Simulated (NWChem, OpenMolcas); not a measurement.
## A ladder of methods for SnNH2F (SMILES [NH2][Sn][F])

The species is SnNH2F (5 atoms), meant as a singlet with charge 0. As SMILES, `[NH2][Sn][F]`. The coordinates come from a PBE0-D4/def2-TZVP relaxation. This is one conformer, not always the lowest.

```xyz
5

N    -0.3029    0.4955   -0.3933
Sn    0.3389   -0.0537    1.4232
F     0.9669   -1.7759    0.7543
H    -0.7468    1.3693   -0.6291
H    -0.2062   -0.1089   -1.1966
```

Quantity: the electronic atomisation energy, in eV. The values are calculated. Electronic energies at fixed atoms, without zero-point motion or spin-orbit coupling.

| level | kind | program | value (eV) | CPU time (all runs) |
| --- | --- | --- | --- | --- |
| SVWN5/def2-SVP (core potential) | LDA | OpenMolcas | 19.16 | 39 s |
| BLYP/def2-SVP (core potential) | GGA | OpenMolcas | 16.50 | 47 s |
| PBE/def2-SVP (core potential) | GGA | OpenMolcas | 16.71 | 49 s |
| M06-L/def2-SVP (core potential) | meta-GGA | OpenMolcas | 16.44 | 57 s |
| TPSS/def2-SVP (core potential) | meta-GGA | OpenMolcas | 16.35 | 66 s |
| M06-2X/def2-SVP (core potential) | hybrid meta-GGA | NWChem | 15.70 | 37 s |
| BHLYP/def2-SVP (core potential) | global hybrid | OpenMolcas | 15.18 | 42 s |
| PBE0/def2-SVP (core potential) | global hybrid | OpenMolcas | 15.91 | 45 s |

The values span 15.18 to 19.16 eV. CPU times are rough (shared hosts, several kinds of processor): they show what a rung costs within a factor of a few.

The local density approximation binds SnNH2F much more strongly than any other level, and gradient corrections remove most of the excess. They favour the free atoms, whose densities are more inhomogeneous than the molecule's. Exact exchange lowers the value further: from 16.71 eV with PBE to 15.91 eV with PBE0, and from 16.50 eV with BLYP to 15.18 eV with BHLYP. A likely reason is that semilocal exchange mimics some of the left-right correlation in the bonds, which exact exchange does not. The exchange fraction alone doesn't order the hybrids, however, since M06-2X lies above BHLYP despite having slightly more of it.

The planar nitrogen in the supplied geometry suggests donation of its lone pair into the formally empty 5p orbital of Sn(II), alongside strongly polar Sn–N and Sn–F bonds. The total also includes two N–H bonds, so it doesn't measure the strength of either tin bond. Nor does the spread identify the most accurate functional, because a small polarised double-zeta basis can offset functional overbinding.
